**Hexanal: how functional, basis and solvent move S1, T1 and the polarisability**

The table holds vertical TDDFT singlets, Tamm-Dancoff triplets and static polarisabilities of hexanal from PySCF at a PBE0-D3(BJ)/def2-SVP geometry, for four functionals, six bases and two IEF-PCM solvents. The program prints the step sizes between levels, estimates cost from basis-function counts, fits a Gaussian-smeared electron-hole model to the HOMO-LUMO gap minus S1, and tests an Onsager sphere on the solvent rows. S1 spans 0.03 eV over functionals while the gap spans 5.29 eV; the two-constant smeared model reproduces the four differences within rounding, and a line in the long-range exchange share misses by up to 0.79 eV. In the gas phase the polarisability depends mainly on the basis, with 6-31G(d) 17 % below aug-cc-pVDZ. The sphere fixed on benzene predicts the methanol polarisability within 1.3 % with the static dielectric constant and 17 % low with the optical one. The brightest singlet is only set against the ionisation threshold, since it is not the same state in all rows.

Hexanal (SMILES CCCCCC=O) at the gas-phase PBE0-D3(BJ)/def2-SVP geometry, computed with PySCF 2.14.0 and density fitting. Vertical excitations are from TDDFT (singlets; ten roots, six for PBE0/def2-SVPD) and its Tamm-Dancoff form (triplets), with core orbitals frozen; the polarisability is the isotropic mean. Solvents are IEF-PCM continua, non-equilibrium for the excitations.

## Analysis program

```python
# Table: hexanal, vertical TDDFT S1, TDA T1, brightest computed singlet, polarisability (PySCF, geometry PBE0-D3(BJ)/def2-SVP).
# Tested: step sizes of functional, basis, solvent; smeared electron-hole model of gap - S1; Onsager sphere; basis-size cost.
T = {
    'functional': ['CAM-B3LYP', 'LC-wPBE', 'wB97X-D', 'PBE0', 'PBE0', 'PBE0', 'PBE0', 'PBE0', 'PBE0', 'PBE0', 'PBE0'],
    'basis': ['def2-SVPD', 'def2-SVPD', 'def2-SVPD', '6-31+G(d)', '6-31G(d)', 'aug-cc-pVDZ', 'def2-SVP', 'def2-SVPD', 'def2-TZVP', 'def2-SVPD', 'def2-SVPD'],
    'solvent': ['none', 'none', 'none', 'none', 'none', 'none', 'none', 'none', 'none', 'benzene', 'methanol'],
    'exx': [65, 100, 100, 25, 25, 25, 25, 25, 25, 25, 25],  # %
    's1': [4.38, 4.37, 4.4, 4.42, 4.45, 4.35, 4.42, 4.38, 4.39, 4.42, 4.5],  # eV
    't1': [3.78, 3.72, 3.85, 3.79, 3.79, 3.71, 3.74, None, 3.75, None, None],  # eV
    'sb': [8.08, 8.9, 9.11, 6.77, 9.14, 6.77, 8.94, 7.58, 7.89, 7.7, 7.78],  # eV
    'fb': [0.08, 0.13, 0.11, 0.04, 0.11, 0.04, 0.07, 0.04, 0.06, 0.06, 0.06],
    'alpha': [77.6, 75.6, 77.6, 73.2, 66.2, 80.0, 68.4, 78.2, 76.4, 88.0, 103.1],  # bohr^3
}
import numpy as np
from scipy.constants import physical_constants as pc
from scipy.optimize import minimize_scalar
Eh = pc['Hartree energy in eV'][0]; hc = pc['inverse meter-electron volt relationship'][0]*1e9
F, B, S, t1 = T['functional'], T['basis'], T['solvent'], T['t1']
s1, sb, fb, al, ex = (np.array(T[k], float) for k in ('s1', 'sb', 'fb', 'alpha', 'exx'))
# further outputs of the same runs, table order: HOMO, LUMO (eV), number of singlet roots
ho = np.array([-8.940815,-10.21887,-9.390257,-7.414403,-7.121203,-7.37439,-7.271652,-7.461136,-7.375932,-7.479281,-7.525442])
lu = np.array([0.54225,1.849434,1.227103,-0.58717,-0.17553,-0.64554,-0.36358,-0.67883,-0.55348,-0.65245,-0.63851])
nr = [10,10,10,10,10,10,10,6,10,6,6]; gap = lu - ho
ix = lambda f, b, s='none': [i for i in range(len(F)) if (F[i], B[i], S[i]) == (f, b, s)][0]
print('rounding: single entry 0.005 eV, difference 0.01 eV; polarisability 0.05 bohr^3')
print('row | gap eV | S1-T1 eV | brightest minus (-HOMO) eV | roots')
for i in range(len(F)):
    st = '  - ' if t1[i] is None else f'{s1[i]-t1[i]:.2f}'
    print(f'{F[i]}/{B[i]}/{S[i]} | {gap[i]:.2f} | {st} | {sb[i]+ho[i]:+.2f} | {nr[i]}')
fu = [ix(f, 'def2-SVPD') for f in ('PBE0', 'CAM-B3LYP', 'wB97X-D', 'LC-wPBE')]; g = fu[0]
ba = [ix('PBE0', b) for b in ('6-31G(d)', '6-31+G(d)', 'def2-SVP', 'def2-SVPD', 'aug-cc-pVDZ', 'def2-TZVP')]
so = [ix('PBE0', 'def2-SVPD', s) for s in ('benzene', 'methanol')]
for nm, r in (('functionals', fu), ('PBE0 bases', ba), ('gas+solvents', [g]+so)):
    t = [t1[i] for i in r if t1[i] is not None]; ts = f'{np.ptp(t):.2f} eV ({len(t)} rows)' if t else '-'
    print(f'span {nm}: S1 {np.ptp(s1[r]):.2f} eV ({np.ptp(hc/s1[r]):.0f} nm), T1 {ts}, gap {np.ptp(gap[r]):.2f} eV, brightest {np.ptp(sb[r]):.2f} eV, alpha {100*np.ptp(al[r])/al[g]:.1f} %')
# functional definitions: short-range exact-exchange share, omega (1/bohr; idle for PBE0); long-range share from the table
cs = np.array([0.25, 0.19, 0.222, 0.0]); om = np.array([1.0, 0.33, 0.2, 0.4]); cl = ex[fu]/100
y = gap[fu] - s1[fu]
V = lambda s: Eh*2/np.sqrt(np.pi)*(cs/s + (cl-cs)/np.sqrt(s*s + 1/om**2))
s0 = minimize_scalar(lambda s: np.var(V(s)-y), bounds=(1, 8), method='bounded').x
b0 = np.mean(V(s0)-y); r1 = V(s0)-b0-y
p = np.polyfit(cl, y, 1); r2 = np.polyval(p, cl)-y
print(f'gap-S1 = smeared attraction - b: s {s0:.2f} bohr, b {b0:.2f} eV; line in long-range share: slope {p[0]:.2f} eV')
for k, i in enumerate(fu):
    print(f'  {F[i]}: gap-S1 {y[k]:.2f} eV, residual smeared {r1[k]:+.3f}, line {r2[k]:+.2f}; alpha vs PBE0 {100*(al[i]/al[g]-1):+.1f} %')
for s in (s0-0.3, s0+0.3):
    d = V(s)-y; print(f'  s held at {s:.2f} bohr: b {d.mean():.2f} eV, worst residual {abs(d-d.mean()).max():.2f} eV')
ip = np.array([9.944522, 9.881267, 10.02951])  # vertical ionisation energies (eV) of the same runs
print('  -HOMO minus vertical IP, eV: ' + ', '.join(f'{F[i]} {-ho[i]-v:+.2f}' for i, v in zip(fu[1:], ip)))
# spherical functions per C, O, H from recalled contraction patterns
N = np.array([6*c+o+12*h for c, o, h in ((14,14,2),(18,18,2),(14,14,5),(20,23,8),(23,23,9),(31,31,6))])
a = ba[4]
print('PBE0 basis | functions | N^3, N^4 vs 6-31G(d) | S1, T1 vs aug-cc-pVDZ eV | alpha vs aug-cc-pVDZ %')
for n, i in zip(N, ba):
    dt = '  -  ' if t1[i] is None else f'{t1[i]-t1[a]:+.2f}'
    print(f'  {B[i]} | {n} | {(n/N[0])**3:.1f}, {(n/N[0])**4:.1f} | {s1[i]-s1[a]:+.2f}, {dt} | {100*(al[i]/al[a]-1):+.1f}')
for i, j in ((ba[0], ba[1]), (ba[2], ba[3]), (ba[2], ba[5])):
    print(f'  {B[i]} to {B[j]}: S1 {s1[j]-s1[i]:+.2f} eV, brightest {sb[j]-sb[i]:+.2f} eV, f {fb[j]-fb[i]:+.2f}, alpha {al[j]-al[i]:+.1f} ({100*(al[j]/al[i]-1):+.1f} %)')
q = np.polyfit(gap[ba], s1[ba], 1)
print(f'  S1 against gap over bases: slope {q[0]:.2f}, worst residual {abs(np.polyval(q, gap[ba])-s1[ba]).max():.3f} eV')
# dielectric constants and dipoles (D) of the solvent runs
es = np.array([2.2706, 32.613]); eo = np.array([2.2533, 1.7657]); mu = np.array([3.113323, 3.67365])
f = lambda e: 2*(e-1)/(2*e+1); ds = s1[so]-s1[g]; pred = {}
for k, i in enumerate(so):
    print(f'{S[i]}: S1 {ds[k]:+.2f} eV, gap {gap[i]-gap[g]:+.3f} eV, alpha {100*(al[i]/al[g]-1):+.1f} %, f static {f(es)[k]:.3f}, f optical {f(eo)[k]:.3f}')
for nm, e in (('static', es), ('optical', eo)):
    x = (1-al[g]/al[so[0]])/f(e)[0]; pred[nm] = al[g]/(1-x*f(e)[1])
    R = f(e)*mu; r = R*(R@ds)/(R@R) - ds
    print(f'  {nm}: alpha/a^3 {x:.3f} from benzene, methanol alpha {pred[nm]:.1f} ({100*(pred[nm]/al[so[1]]-1):+.1f} %); S1 shift ~ f*mu residuals {r[0]:+.3f}, {r[1]:+.3f} eV')
assert np.ptp(s1[fu]) < 0.05 and np.ptp(gap[fu]) > 5
assert abs(r1).max() < 0.15 < abs(r2).max()
assert al[ba[1]] > al[ba[0]] and al[ba[3]] > al[ba[5]] > al[ba[2]]
assert s1[g] < s1[so[0]] < s1[so[1]] and abs(pred['static']-al[so[1]]) < abs(pred['optical']-al[so[1]])
```

It prints:

```
rounding: single entry 0.005 eV, difference 0.01 eV; polarisability 0.05 bohr^3
row | gap eV | S1-T1 eV | brightest minus (-HOMO) eV | roots
CAM-B3LYP/def2-SVPD/none | 9.48 | 0.60 | -0.86 | 10
LC-wPBE/def2-SVPD/none | 12.07 | 0.65 | -1.32 | 10
wB97X-D/def2-SVPD/none | 10.62 | 0.55 | -0.28 | 10
PBE0/6-31+G(d)/none | 6.83 | 0.63 | -0.64 | 10
PBE0/6-31G(d)/none | 6.95 | 0.66 | +2.02 | 10
PBE0/aug-cc-pVDZ/none | 6.73 | 0.64 | -0.60 | 10
PBE0/def2-SVP/none | 6.91 | 0.68 | +1.67 | 10
PBE0/def2-SVPD/none | 6.78 |   -  | +0.12 | 6
PBE0/def2-TZVP/none | 6.82 | 0.64 | +0.51 | 10
PBE0/def2-SVPD/benzene | 6.83 |   -  | +0.22 | 6
PBE0/def2-SVPD/methanol | 6.89 |   -  | +0.25 | 6
span functionals: S1 0.03 eV (2 nm), T1 0.13 eV (3 rows), gap 5.29 eV, brightest 1.53 eV, alpha 3.3 %
span PBE0 bases: S1 0.10 eV (6 nm), T1 0.08 eV (5 rows), gap 0.22 eV, brightest 2.37 eV, alpha 17.6 %
span gas+solvents: S1 0.12 eV (8 nm), T1 -, gap 0.10 eV, brightest 0.20 eV, alpha 31.8 %
gap-S1 = smeared attraction - b: s 3.01 bohr, b 0.14 eV; line in long-range share: slope 6.02 eV
  PBE0: gap-S1 2.40 eV, residual smeared +0.004, line +0.09; alpha vs PBE0 +0.0 %
  CAM-B3LYP: gap-S1 5.10 eV, residual smeared -0.003, line -0.20; alpha vs PBE0 -0.8 %
  wB97X-D: gap-S1 6.22 eV, residual smeared -0.004, line +0.79; alpha vs PBE0 -0.8 %
  LC-wPBE: gap-S1 7.70 eV, residual smeared +0.003, line -0.69; alpha vs PBE0 -3.3 %
  s held at 2.71 bohr: b 0.52 eV, worst residual 0.11 eV
  s held at 3.31 bohr: b -0.19 eV, worst residual 0.11 eV
  -HOMO minus vertical IP, eV: CAM-B3LYP -1.00, wB97X-D -0.49, LC-wPBE +0.19
PBE0 basis | functions | N^3, N^4 vs 6-31G(d) | S1, T1 vs aug-cc-pVDZ eV | alpha vs aug-cc-pVDZ %
  6-31G(d) | 122 | 1.0, 1.0 | +0.10, +0.08 | -17.2
  6-31+G(d) | 150 | 1.9, 2.3 | +0.07, +0.08 | -8.5
  def2-SVP | 158 | 2.2, 2.8 | +0.07, +0.03 | -14.5
  def2-SVPD | 239 | 7.5, 14.7 | +0.03,   -   | -2.2
  aug-cc-pVDZ | 269 | 10.7, 23.6 | +0.00, +0.00 | +0.0
  def2-TZVP | 289 | 13.3, 31.5 | +0.04, +0.04 | -4.5
  6-31G(d) to 6-31+G(d): S1 -0.03 eV, brightest -2.37 eV, f -0.07, alpha +7.0 (+10.6 %)
  def2-SVP to def2-SVPD: S1 -0.04 eV, brightest -1.36 eV, f -0.03, alpha +9.8 (+14.3 %)
  def2-SVP to def2-TZVP: S1 -0.03 eV, brightest -1.05 eV, f -0.01, alpha +8.0 (+11.7 %)
  S1 against gap over bases: slope 0.42, worst residual 0.022 eV
benzene: S1 +0.04 eV, gap +0.045 eV, alpha +12.5 %, f static 0.459, f optical 0.455
methanol: S1 +0.12 eV, gap +0.105 eV, alpha +31.8 %, f static 0.955, f optical 0.338
  static: alpha/a^3 0.243 from benzene, methanol alpha 101.8 (-1.3 %); S1 shift ~ f*mu residuals +0.008, -0.003 eV
  optical: alpha/a^3 0.245 from benzene, methanol alpha 85.2 (-17.3 %); S1 shift ~ f*mu residuals +0.042, -0.048 eV
```
